**Spin splitting of the 2p level in 17-electron ions, Cl to Kr19+**

The table holds 2p eigenvalues, mean radii, the up-down gap and the Hartree energy of [Ne]3s²3p⁵ species from all-electron, scalar-relativistic, spin-polarised LDA calculations with spherical densities. The program tests the $1/Z$ scaling of these quantities and a parameter-free large-$Z$ limit built from unscreened hydrogenic orbitals with LDA exchange only. A least-squares line through all rows, $0.0642\,(Z-13.24)$ eV, reproduces the gap to about 1 meV, with a slope 2.9% above the limit of 0.0624 eV; the remaining curvature in the lighter rows exceeds the rounding. The gap is proportional neither to the 2p binding nor to the 3p splitting, of which it rises from 0.306 to 0.423. The limit gives the signs of the up-down shifts in $\langle r\rangle$ and $\langle 1/r\rangle$ found in the heaviest ions, but no more than their order of magnitude.

All-electron Kohn-Sham calculations with Quantum ESPRESSO 7.5 (ld1.x) for atoms and ions in the configuration [Ne] 3s2 3p5, with three 3p electrons spin-up and two spin-down. They are scalar-relativistic and spin-polarised, with the LDA functional (Slater exchange, Perdew-Wang correlation), spherical densities and a point nucleus. Eigenvalues are negative for bound levels.

## The fit in Python

```python
# Table: ld1.x all-electron LSDA (PW92), scalar-relativistic, spherical [Ne]3s2 3p(3 up,2 down), Cl..Kr19+:
# 2p eigenvalues, mean radii, spin gap, Hartree energy. Tested: 1/Z scaling and a parameter-free
# hydrogenic, exchange-only large-Z limit for slopes and for up-down orbital shifts.
T = {
    'ion': ['Cl', 'Ar+', 'Ca3+', 'Ti5+', 'Cr7+', 'Mn8+', 'Co10+', 'Cu12+', 'Ga14+', 'Ge15+', 'Se17+', 'Kr19+'],
    'Z': [17, 18, 20, 22, 24, 25, 27, 29, 31, 32, 34, 36],
    'charge': [0, 1, 3, 5, 7, 8, 10, 12, 14, 15, 17, 19],  # e
    'eigenvalue_2p_up': [-191.71, -243.9, -370.6, -525.94, -709.41, -811.64, -1037.0, -1290.3, -1571.5, -1722.7, -2046.0, -2397.4],  # eV
    'eigenvalue_2p_down': [-191.47, -243.59, -370.17, -525.38, -708.72, -810.88, -1036.1, -1289.3, -1570.4, -1721.5, -2044.6, -2396.0],  # eV
    'mean_radius_2p_up': [0.40779, 0.37728, 0.32799, 0.28993, 0.25966, 0.24675, 0.22436, 0.20564, 0.18974, 0.18266, 0.16994, 0.15884],  # bohr
    'mean_radius_2p_down': [0.40766, 0.37716, 0.3279, 0.28986, 0.25961, 0.2467, 0.22432, 0.2056, 0.18971, 0.18264, 0.16992, 0.15882],  # bohr
    'gap': [0.2413, 0.3045, 0.4335, 0.5627, 0.6915, 0.7558, 0.8841, 1.012, 1.14, 1.204, 1.332, 1.461],  # eV
    'hartree_energy': [203.34, 223.62, 263.33, 302.54, 341.53, 360.99, 399.89, 438.83, 477.85, 497.39, 536.58, 575.92],  # hartree
}
import numpy as np
from scipy.constants import physical_constants as pc, alpha
from scipy.linalg import eigh_tridiagonal
Ha = pc['Hartree energy in eV'][0]
ion = T['ion']; A = lambda k: np.array(T[k], float)
Z, B, g, EH = A('Z'), -A('eigenvalue_2p_up'), A('gap'), A('hartree_energy')
ru, rd = A('mean_radius_2p_up'), A('mean_radius_2p_down')
def fit(cols, y):
    M = np.column_stack(cols); c = np.linalg.lstsq(M, y, rcond=None)[0]; return c, y - M @ c
one = np.ones_like(Z); hu = np.where(g < 1, 5e-5, 5e-4)
c2, r2 = fit([Z, one], g); c3, r3 = fit([Z, one, 1/Z], g)
sl = np.diff(g)/np.diff(Z); se = (hu[1:] + hu[:-1])/np.diff(Z)
sE, sR, pct = Z - np.sqrt(8*B/Ha), Z - 5/ru, 100*g/B
print("ion gap/eV res_lin/meV res_3par/meV round/meV slope(eV/Z,+-) gap/bind% screen_E screen_r")
for i in range(len(Z)):
    s = f"{sl[i-1]:.4f}+-{se[i-1]:.4f}" if i else "-"
    print(f"{ion[i]} {g[i]:.4f} {1e3*r2[i]:+.2f} {1e3*r3[i]:+.2f} {1e3*hu[i]:.2f} {s} {pct[i]:.4f} {sE[i]:.2f} {sR[i]:.2f}")
print(f"linear: gap={c2[0]:.5f}*(Z-{-c2[1]/c2[0]:.2f}) eV, worst {ion[np.argmax(abs(r2))]} {1e3*abs(r2).max():.2f} meV")
print(f"3 par: {c3[0]:.5f}Z{c3[1]:+.3f}{c3[2]:+.2f}/Z eV, worst {ion[np.argmax(abs(r3))]} {1e3*abs(r3).max():.2f} meV")
print(f"Kr19+/Cl factors: Z {Z[-1]/Z[0]:.2f} gap {g[-1]/g[0]:.2f} binding {B[-1]/B[0]:.2f} 1/r2p {ru[0]/ru[-1]:.2f} E_H {EH[-1]/EH[0]:.2f}")
mv = Ha*alpha**2*(5/ru)**4/32*(4/3 - 3/4)  # hydrogenic 2p mass-velocity, charge 5/<r>
for nm, y in (("no rel", B - Ha*Z**2/8), ("with mass-vel", B - Ha*Z**2/8 - mv)):
    c, r = fit([Z, one], y)
    print(f"binding=Z^2/8 Ha{c[0]:+.2f}Z{c[1]:+.1f} eV ({nm}): worst {ion[np.argmax(abs(r))]} {abs(r).max():.2f} eV (round 0.005-0.05)")
print(f"rough mass-velocity term: Cl {mv[0]:.1f} eV, Kr19+ {mv[-1]:.0f} eV")
# hydrogenic limit, x = Z r
h = 0.005; x = h*np.arange(1, 16001); e = np.exp
u1, u2s, u2p = 2*x*e(-x), x*(1 - x/2)*e(-x/2)/2**.5, x**2*e(-x/2)/24**.5
u3s = 2/27**.5*x*(1 - 2*x/3 + 2*x**2/27)*e(-x/3); u3p = 8/(27*6**.5)*x**2*(1 - x/6)*e(-x/3)
core = u1**2 + u2s**2 + 3*u2p**2 + u3s**2
pu, pd = core + 3*u3p**2, core + 2*u3p**2
dv = np.cbrt(6*pu/(4*np.pi**2*x**2)) - np.cbrt(6*pd/(4*np.pi**2*x**2))
a2, a3 = Ha*h*np.sum(u2p**2*dv), Ha*h*np.sum(u3p**2*dv)
rho = pu + pd; aH = h*np.sum(rho*h*(np.cumsum(rho) - rho/2)/x)
def mom(lam):
    w = eigh_tridiagonal(1/h**2 + 1/x**2 - 1/x + lam*dv, -0.5/h**2*np.ones(len(x)-1), select='i', select_range=(0, 0))[1][:, 0]**2
    return np.array([w @ x, w @ (1/x)])
Dx, Di = (mom(-0.05) - mom(0.05))/0.1
cH, rH = fit([Z, one], EH)
print(f"limit 2p gap slope {a2:.4f} eV/Z; linear fit {c2[0]:.4f} ({100*(c2[0]/a2-1):+.1f}%), 3 par {c3[0]:.4f}")
print(f"share of limit gap from inside the 3p node (Zr<6): {100*Ha*h*np.sum((u2p**2*dv)[x<6])/a2:.0f}%")
print(f"limit E_H slope {aH:.2f} Ha/Z; linear fit {cH[0]:.2f} ({100*(cH[0]/aH-1):+.1f}%), worst res {abs(rH).max():.2f} Ha")
# typed from further outputs of the same runs (level lists not given for Mn8+, Cu12+); up-down differences
k = np.array([i for i, n in enumerate(ion) if n not in ('Mn8+', 'Cu12+')]); z = Z[k]
s3 = np.array([0.78775, 0.94683, 1.24522, 1.5306, 1.8096, 2.2228, 2.7696, 2.9061, 3.1791, 3.4523])  # 3p split, eV
r3p = np.array([1.83195, 1.54665, 1.20268, 0.99307, 0.84882, 0.69899, 0.56695, 0.54147, 0.49684, 0.45902])
dr = 1e-7*np.array([1364, 1179, 883, 674, 528, 381, 263, 242, 207, 179])   # 2p <r>, bohr
di = 1e-6*np.array([-291, -257, -191, -134, -88, -36, 13, 23, 41, 55])     # 2p <1/r>, 1/bohr
print("ion split3p/eV gap/split3p r3p/r2p d<r>/1e-5bohr Z^2*d<r> d<1/r>/1e-5")
for j, i in enumerate(k):
    print(f"{ion[i]} {s3[j]:.3f} {g[i]/s3[j]:.3f} {r3p[j]/ru[i]:.2f} {1e5*dr[j]:.2f} {z[j]**2*dr[j]:.4f} {1e5*di[j]:+.1f}")
print(f"limit: gap/split3p {a2/a3:.3f}, r3p/r2p 2.50, Z^2*d<r> {Dx:+.4f}, d<1/r> {1e5*Di:+.1f}e-5")
print(f"3p split: limit slope {a3:.4f}, last-5-row slope {np.polyfit(z[-5:], s3[-5:], 1)[0]:.4f} eV/Z; Kr19+/Cl split {s3[-1]/s3[0]:.2f}, 1/r3p {r3p[0]/r3p[-1]:.2f}")
ex = lambda y: np.polyfit(1/z[-5:], y[-5:], 1)[1]
print(f"rough 1/Z->0 extrapolation (last 5): Z^2*d<r> {ex(z**2*dr):+.4f}, d<1/r> {1e5*ex(di):+.1f}e-5")
print("rounding: table d<r> +-1e-5 bohr; outputs d<r> +-1e-7, d<1/r> +-1e-6")
assert np.all(g > 0) and np.all(ru > rd)
assert np.all((sl > 0.062) & (sl < 0.066))
assert np.all(np.diff(pct) < 0)
assert g[-1]/s3[-1] > g[0]/s3[0]
```

Printed output:

```
ion gap/eV res_lin/meV res_3par/meV round/meV slope(eV/Z,+-) gap/bind% screen_E screen_r
Cl 0.2413 -0.07 +0.67 0.05 - 0.1259 9.49 4.74
Ar+ 0.3045 -1.07 -0.66 0.05 0.0632+-0.0001 0.1248 9.53 4.75
Ca3+ 0.4335 -0.47 -0.53 0.05 0.0645+-0.0001 0.1170 9.56 4.76
Ti5+ 0.5627 +0.34 +0.01 0.05 0.0646+-0.0001 0.1070 9.57 4.75
Cr7+ 0.6915 +0.74 +0.30 0.05 0.0644+-0.0001 0.0975 9.56 4.74
Mn8+ 0.7558 +0.85 +0.38 0.05 0.0643+-0.0001 0.0931 9.55 4.74
Co10+ 0.8841 +0.75 +0.34 0.05 0.0641+-0.0001 0.0853 9.54 4.71
Cu12+ 1.0120 +0.26 -0.03 0.50 0.0640+-0.0003 0.0784 9.52 4.69
Ga14+ 1.1400 -0.14 -0.23 0.50 0.0640+-0.0005 0.0725 9.51 4.65
Ge15+ 1.2040 -0.34 -0.31 0.50 0.0640+-0.0010 0.0699 9.50 4.63
Se17+ 1.3320 -0.73 -0.43 0.50 0.0640+-0.0005 0.0651 9.47 4.58
Kr19+ 1.4610 -0.13 +0.49 0.50 0.0645+-0.0005 0.0609 9.45 4.52
linear: gap=0.06420*(Z-13.24) eV, worst Ar+ 1.07 meV
3 par: 0.06388Z-0.834-0.20/Z eV, worst Cl 0.67 meV
Kr19+/Cl factors: Z 2.12 gap 6.05 binding 12.51 1/r2p 2.57 E_H 2.83
binding=Z^2/8 Ha-64.19Z+294.1 eV (no rel): worst Kr19+ 5.97 eV (round 0.005-0.05)
binding=Z^2/8 Ha-65.42Z+317.9 eV (with mass-vel): worst Cl 2.39 eV (round 0.005-0.05)
rough mass-velocity term: Cl 0.6 eV, Kr19+ 26 eV
limit 2p gap slope 0.0624 eV/Z; linear fit 0.0642 (+2.9%), 3 par 0.0639
share of limit gap from inside the 3p node (Zr<6): 71%
limit E_H slope 18.82 Ha/Z; linear fit 19.56 (+3.9%), worst res 0.88 Ha
ion split3p/eV gap/split3p r3p/r2p d<r>/1e-5bohr Z^2*d<r> d<1/r>/1e-5
Cl 0.788 0.306 4.49 13.64 0.0394 -29.1
Ar+ 0.947 0.322 4.10 11.79 0.0382 -25.7
Ca3+ 1.245 0.348 3.67 8.83 0.0353 -19.1
Ti5+ 1.531 0.368 3.43 6.74 0.0326 -13.4
Cr7+ 1.810 0.382 3.27 5.28 0.0304 -8.8
Co10+ 2.223 0.398 3.12 3.81 0.0278 -3.6
Ga14+ 2.770 0.412 2.99 2.63 0.0253 +1.3
Ge15+ 2.906 0.414 2.96 2.42 0.0248 +2.3
Se17+ 3.179 0.419 2.92 2.07 0.0239 +4.1
Kr19+ 3.452 0.423 2.89 1.79 0.0232 +5.5
limit: gap/split3p 0.462, r3p/r2p 2.50, Z^2*d<r> +0.0151, d<1/r> +18.6e-5
3p split: limit slope 0.1350, last-5-row slope 0.1366 eV/Z; Kr19+/Cl split 4.38, 1/r3p 3.99
rough 1/Z->0 extrapolation (last 5): Z^2*d<r> +0.0093, d<1/r> +33.2e-5
rounding: table d<r> +-1e-5 bohr; outputs d<r> +-1e-7, d<1/r> +-1e-6
```
